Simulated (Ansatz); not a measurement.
Ligand exchange: BH(CH3)F + GeH3(SH) → BH(CH3)(SH) + GeH3F

Species: BH(CH3)F, singlet; GeH3(SH), singlet; BH(CH3)(SH), singlet; GeH3F (fluorogermane) `[F][GeH3]`, singlet. The partners trade F for SH: B–F and Ge–SH bonds give way to B–SH and Ge–F.

Shapes, held fixed at every level: PBE0-D4/def2-TZVP. Flexible molecules stand in one conformer, not always the lowest. Programs: Ansatz 0.2.0. The zero-point and thermal change to 298 K, harmonic and unscaled (PBE0-D4/def2-TZVP), is +0.5 kJ/mol.

```json
{"level": "HF/def2-TZVPP", "kind": "Hartree–Fock", "ΔH(298 K) (kJ/mol)": "+51.1", "less CCSD(T)/def2-TZVPP": "+6.6", "CPU time (sum over the molecules)": "–"}
{"level": "SPW92/def2-TZVPP", "kind": "LDA", "ΔH(298 K) (kJ/mol)": "+46.1", "less CCSD(T)/def2-TZVPP": "+1.6", "CPU time (sum over the molecules)": "7.1 s"}
{"level": "r2SCAN-D4/def2-TZVPP", "kind": "meta-GGA", "ΔH(298 K) (kJ/mol)": "+42.3", "less CCSD(T)/def2-TZVPP": "-2.2", "CPU time (sum over the molecules)": "24 s"}
{"level": "B3LYP-D4/def2-TZVPP", "kind": "global hybrid", "ΔH(298 K) (kJ/mol)": "+44.7", "less CCSD(T)/def2-TZVPP": "+0.2", "CPU time (sum over the molecules)": "18 s"}
{"level": "BHLYP-D4/def2-TZVPP", "kind": "global hybrid", "ΔH(298 K) (kJ/mol)": "+48.5", "less CCSD(T)/def2-TZVPP": "+4.0", "CPU time (sum over the molecules)": "14 s"}
{"level": "MP2/def2-TZVPP", "kind": "perturbation theory", "ΔH(298 K) (kJ/mol)": "+42.8", "less CCSD(T)/def2-TZVPP": "-1.7", "CPU time (sum over the molecules)": "–"}
{"level": "CCSD(T)/def2-SVP", "kind": "coupled cluster or CI", "ΔH(298 K) (kJ/mol)": "+43.7", "less CCSD(T)/def2-TZVPP": "-0.8", "CPU time (sum over the molecules)": "10 s"}
{"level": "CCSD(T)/def2-TZVPP", "kind": "coupled cluster or CI", "ΔH(298 K) (kJ/mol)": "+44.5", "less CCSD(T)/def2-TZVPP": "0.0", "CPU time (sum over the molecules)": "2.1 min"}
```

The highest level, CCSD(T)/def2-TZVPP, gives ΔH(298 K) = +44.5 kJ/mol; the levels span +42.3 to +51.1. The column of differences is taken from that level and isn't an error. No measured value is set beside it here. Relativity is left out for Ge. Outer-core shells of Ge are correlated in most correlated rows, in sets that cover them unevenly. Times are processor times on shared x86 and Arm servers, and rough.

Every level makes the exchange clearly endothermic, so fluorine favours boron and the SH group germanium; CCSD(T)/def2-TZVPP puts the cost at +44.5 kJ/mol. Germanium also forms a strong, polar bond to fluorine, but replacing F by SH costs more at boron. The compact boron centre forms a short, strongly polar B–F bond, reinforced by donation from a fluorine lone pair into the formally empty boron p orbital. Sulfur can donate into that orbital too, so the preference probably owes more to the σ and ionic parts of the B–F bond than to π bonding alone. Four-coordinate germanium has no comparable vacant valence p orbital, and its longer bonds gain less from fluorine's small size.

Hartree–Fock gives the largest value, and both MP2 and CCSD(T) lower it, so electron correlation favours the products relative to the reactants without overturning the preference. The reaction enthalpy fixes only the balance among the four exchanged bonds, not the strength of any one of them.
